## Squeezing a metal along a face diagonal

A crystal that is pressed in one direction can respond in two ways: it can lose volume, or it can keep its volume and change shape. The table follows a perfect crystal of Al₂Cu in the fluorite arrangement, calculated with the PBEsol density functional, while one cell edge is shortened or lengthened step by step. That edge, $a$, runs along a face diagonal of the conventional cube. The edge $b$ runs along the other diagonal of the same face and $c$ along a cube edge; both adjust freely, and so do the atoms.

Fluorite-type Al₂Cu (6-atom cell) under uniaxial strain along a (4.049 Å at zero strain), with b, c and the atoms relaxed in the strained rows. Ansatz 0.2.0, plane-wave PAW, scalar-relativistic, PBEsol without spin polarisation, cutoff 420 eV, 10×10×6 k mesh, Gaussian smearing 0.1 eV. Stress is positive in compression; yy equals xx, and yz and xz are zero.

```tsv
strain (%)	energy change (meV/atom)	volume change (%)	c over a	stress xx (GPa)	stress zz (GPa)	stress xy (GPa)
-6	25.5	-1.79	1.552	3.06	0.00	3.06
-4	14.0	-1.60	1.498	2.74	0.01	2.73
-2	4.2	-1.18	1.447	1.94	0.00	1.94
0	0.0	0.00	1.414	0.34	-0.70	0.00
2	2.3	1.09	1.372	-1.65	0.01	-1.64
4	12.3	2.44	1.340	-3.40	0.00	-3.41
6	28.2	3.74	1.309	-4.80	0.00	-4.80
```

Strain is the imposed relative change of $a$, and stress counts as positive in compression. The crystal is cubic (Fm-3m) only in the row at zero strain; the strained crystals are orthorhombic (Immm). The stresses xx and zz act along cube edges, and xy is the shear stress between the two cube edges of the face in which $a$ and $b$ lie.

### 1. How hard is the crystal pressed along $a$?

None of the columns gives this stress directly, because $a$ lies at 45° to the axes in which the stress is written. For that direction the stress is the sum xx + xy, and along $b$ it is the difference xx − xy. At −6 % strain the sum is 6.1 GPa and the difference is zero. The same cancellation, to within about 0.01 GPa, occurs in every strained row, so the large xy entries do not mean that the cell angles are sheared. They describe a plain push or pull along $a$ with free sides.

### 2. Why does a 6 % stretch cost more energy than a 6 % squeeze?

Energy stored in the crystal is work done on it, which is force times distance. Take the last step of the stretch, from +4 to +6 %. The pull along $a$ rises from 6.8 to 9.6 GPa, with a mean of 8.2 GPa. Multiplied by the strain step of 0.02 and by the volume of 15.65 Å³ per atom, this gives 2.57 GPa Å³. Since 1 eV/Å³ is 160 GPa, the work is about 16 meV per atom. The energy column rises by 28.2 − 12.3 = 15.9 meV. The two have to agree, since stress is the slope of the energy against strain, so the match checks the bookkeeping and is no separate evidence.

The difference between the two directions can therefore be read from the stress. Between −2 and +2 % the stress along $a$ changes by about 180 GPa per unit strain, and between +2 and +6 % still by about 160. Between −2 and −6 % this stiffness drops to about 56 GPa. The crystal starts out stiff and then gives way to the squeeze more and more easily.

At smaller strains the order is reversed. The squeeze costs more at 2 % (4.2 against 2.3 meV) and at 4 % (14.0 against 12.3 meV). The main reason is probably a push of 0.34 GPa along $a$ that is already present at zero strain, an artefact taken up in question 8. It raises the cost of a squeeze and lowers that of a stretch. Only at 6 % does the softening in compression outweigh it.

### 3. Where does the material go when $a$ gets shorter?

Beyond the first 2 % of shortening, it goes mostly into $c$. The length of $c$ follows from the ratio $c/a$ and the known length of $a$, and the volume then gives $b$. Between −2 and −6 % strain, each percent taken from $a$ adds about 0.7 % to $c$ and 0.2 % to $b$. Together they return nine tenths of what was taken, so the volume hardly changes.

Stretching is different. Between +2 and +6 %, each percent added to $a$ takes only about 0.2 % from $c$ and 0.1 % from $b$. The sides give back less than a third, and the crystal swells. A single Poisson ratio, the constant by which engineers describe sideways response, would fail here twice: it differs between the two sideways directions, and it changes with strain.

### 4. What decides the volume, if not the strain?

In a cubic crystal the three cube edges are equivalent. For small stresses, a push along any one of them changes the volume by the same amount, so only the sum of the three pushes counts. One third of that sum is the mean pressure $p$, and the relative volume change is

$$\frac{\Delta V}{V}=-\frac{p}{K},$$

where $K$ is the bulk modulus. The shear stress xy drops out, because reversing its sign gives an equivalent crystal with the same volume, so its effect cannot be proportional to the stress. The resistance to a change of shape does not enter either. With free sides, $p$ is one third of the stress along $a$.

This explains why the volume almost stops falling. Once the stress levels off, the pressure levels off too, and further shortening has to be absorbed by shape. A least-squares line through the origin, drawn through the six strained rows, gives $K$ of about 96 GPa and misses the volume changes by typically 0.3 percentage points. A line that makes volume proportional to strain misses by more than twice as much.

The straight line has a visible fault. Pressure divided by relative volume change is 114 GPa at −6 % and 86 GPa at +6 %. Most solids resist further compression more strongly than further expansion, which is the natural reading, but the strong change of shape may contribute. The fitted $K$ is thus an average over this path and no substitute for a calculation under even pressure.

### 5. How can the crystal get so much shorter without losing volume?

The fluorite geometry offers a way. Each Al atom sits among four Cu atoms: two on one side of it, separated by $a$, and two on the other side, separated by $b$. Suppose that the Al–Cu bonds are rods of fixed length $L$. If the Al atom stands at height $h_a$ above the first pair and $h_b$ below the second, then

$$h_a^2=L^2-\frac{a^2}{4},\qquad h_b^2=L^2-\frac{b^2}{4},\qquad \frac{c}{2}=h_a+h_b .$$

When $a$ shrinks, the rods to the first pair stand up more steeply. They lift the Al atom away from that pair and push the Cu layers apart, so $c$ grows.

The size of the effect follows from the angles. In the cubic crystal $a/2$ is 2.02 Å and each height is 1.43 Å, so the ratio of their squares is 2. A shortening of $a$ by 1 % then raises $h_a$ by 2 %, and since $h_a$ is half of the layer spacing, $c$ grows by 1 %. Adding the same argument for $b$ gives

$$\frac{\Delta c}{c}\approx-\frac{\Delta a}{a}-\frac{\Delta b}{b}.$$

This is the condition of constant volume. In fluorite, small changes of shape that keep the bonds intact also keep the volume.

Between −2 and −6 %, where $b$ grows by 0.2 % per percent of shortening, this rule asks for a growth of $c$ by 0.8 %. The full equations, which follow the changing angles, ask for about 0.7 %, and the calculation gives 0.7 %. In this range the cell edges change nearly as those of a framework of stiff rods with soft joints, which could be folded at little cost. That fits the low stiffness found in question 2.

The picture needs the Al atoms to move along $c$, and symmetry leaves them exactly this freedom. At the start of the relaxation at −6 % strain the largest force on an atom was about 0.2 eV/Å, and it vanished as cell and atoms settled. The final positions of the Al atoms test the rods directly. At −6 % strain the Al–Cu bonds measure 2.45 and 2.49 Å, against 2.48 Å in the cubic crystal. Had the Al atoms stayed midway between the Cu layers, the same cell would have bonds of 2.41 and 2.53 Å. The atoms have thus moved in a way that keeps the bonds within about 1 % of their old length, while $a$ shrank by 6 %.

The rods therefore describe the folding well, though not exactly. Why the folding costs so little is a separate matter. Bond lengths do not show how the energy is divided between stretching bonds and changing angles, so the soft joints remain a plausible cause and not a proven one.

### 6. Why does the framework not fold the other way?

For a stretch, the rods would demand that $c$ shrink by about 1 % for each percent of lengthening. It shrinks by 0.2 %. The bonds therefore have to lengthen, the volume grows, and the stress keeps climbing.

A likely obstacle is the contact between Al atoms. They stand in columns along $c$, 2.86 Å apart, which is about the distance between neighbours in metallic aluminium. Folding under tension would lower $h_a$ and press together the Al atoms on either side of a Cu pair that is being pulled apart, whereas folding under compression draws these same atoms apart. Other Al contacts do become shorter in the squeeze, but less so. At −6 % strain the four Al neighbours beside each atom come closer by about 2 %, and rods of fixed length would bring the Al atoms on either side of a Cu pair separated by $b$ closer by about 3 %. Full folding at +6 % would shorten the contact in the column by more than a tenth. Repulsion between atoms rises steeply at short distance, so folding under tension should be harder. This is a conjecture. It would account for the difference between push and pull, but it leaves open why the easy folding sets in only after the first 2 % of compression.

### 7. What would change if the sides were clamped?

Imagine the same squeeze of 6 % with $b$ and $c$ held at their original lengths, as in a layer gripped by stiff surroundings. The framework could no longer fold, because folding needs room along $c$. The volume would have to fall by the full 6 % instead of 1.8 %. With $K$ of 96 GPa the mean pressure would be about 0.06 × 96 ≈ 6 GPa, three times the 2 GPa found with free sides.

This figure carries the volume rule well beyond the compressions in the table, and since the crystal stiffens as it loses volume, the true value is probably higher. The lesson holds without the exact number: the softness in compression belongs to a crystal with free sides, and confinement should take it away.

### 8. Which digits deserve trust?

The row at zero strain provides a test. A cubic crystal must have equal stresses along its three cube edges, yet xx is 0.34 GPa and zz is −0.70 GPa. The gap of 1 GPa most likely comes from the k mesh, which samples the direction of $c$ differently from the other two. This row was also not relaxed. Judging by the rows at ±2 %, its $c$ would settle about 0.4 % shorter, which is an artefact and not a property of Al₂Cu. A denser mesh should shrink both defects. A further error of unknown size comes from the PAW datasets, which were made for the related functional PBE and not for PBEsol. All values also hold for zero temperature and leave out the zero-point motion of the atoms.

A stress difference below 1 GPa therefore needs support from elsewhere. The last step of compression, from 5.5 to 6.1 GPa, falls in this class, and its exact size is uncertain. The flattening as a whole is safer, because it is larger than this defect: over the last 4 % of compression the stress along $a$ grows by 2.2 GPa, over the last 4 % of the stretch by 6.3 GPa. The energies show the same contrast, but they come from the same k mesh and are no independent test.

A further limit concerns the structure itself. Bulk Al₂Cu normally has a different, tetragonal structure, and the calculation kept the symmetry of each strained cell, so a distortion that breaks this symmetry would have gone unnoticed.
